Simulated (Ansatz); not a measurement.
A surface is cut from this relaxed crystal of Li3Au:

```cif
data_structure
_symmetry_space_group_name_H-M 'P 1'
_symmetry_Int_Tables_number 1
_cell_length_a 4.3971
_cell_length_b 4.3971
_cell_length_c 4.3971
_cell_angle_alpha 60.000
_cell_angle_beta 60.000
_cell_angle_gamma 60.000
_cell_volume 60.11
loop_
_atom_site_label
_atom_site_type_symbol
_atom_site_fract_x
_atom_site_fract_y
_atom_site_fract_z
_atom_site_occupancy
Li1 Li 0.25000 0.25000 0.25000 1
Li2 Li 0.75000 0.75000 0.75000 1
Li3 Li 0.50000 0.50000 0.50000 1
Au1 Au 0.00000 0.00000 0.00000 1
```

Miller indices refer to the conventional cell of Fm-3m (No. 225), a = 6.218 Å, b = 6.218 Å, c = 6.218 Å, α = 90.00°, β = 90.00°, γ = 90.00°.

Consider the (110) slab of 5 planes, 8.8 Å thick with 15 Å of vacuum as cut; outer planes Li3Au (top) and Li3Au (bottom), all atoms relaxed.

Method: Ansatz 0.2.0, DFT PBEsol, scalar-relativistic, plane waves, PAW. Cutoff 420 eV; k points 8×6×1 on the computed 20-atom cell (Γ-centred); Gaussian smearing, width 0.10 eV; no spin polarisation. A dipole correction removes the field between periodic images along c.

**Question.** Give the surface energy (mean of both faces).

**Answer.** 0.74 J/m².

**Question.** Estimate the work function.

**Answer.** 3.32 eV.

**Question.** The top two planes lie 2.199 Å apart in the bulk. How does relaxation change this?

**Answer.** The spacing becomes 2.156 Å (-1.9 %), and the top plane rumples by 0.428 Å.

Slabs this thin can still miss converged surface energies by a few hundredths of a J/m² and work functions by about a tenth of an eV.

Spin-orbit coupling is left out, which matters for the bands of heavy elements.

Worked out: the slab's 20 atoms lie 2.531 eV above the same atoms in the bulk. Shared over two faces of 27.34 Å² this is 46.3 meV/Å², and 1 eV/Å² is 16.02 J/m², which gives 0.74 J/m². The top plane, flat in the bulk, buckles with Li 0.30 Å above Au.

The main response of this surface is buckling rather than a rigid inward shift: the rumpling of 0.428 Å far exceeds the change in interlayer spacing. Gold is much more electronegative than lithium and draws charge into its 6s shell, so the bonding is metallic with a marked polar part. Au atoms that have lost Li neighbours at the cut probably sink to recover coordination, leaving Li further out. This is the reverse of the usual rumpling of ionic surfaces, where cations tend to move inward, and suggests that a simple ionic picture is insufficient.

Partly positive Li above partly negative Au forms a dipole that lowers the work function. This fits the value of 3.32 eV, much closer to lithium metal than to gold, although the Li-rich composition alone would also favour a low value. Because every plane has the bulk composition, the surface energy of 0.74 J/m² needs no choice of Li chemical potential. It doesn't establish whether a Li-enriched or reconstructed (110) surface would be more stable.
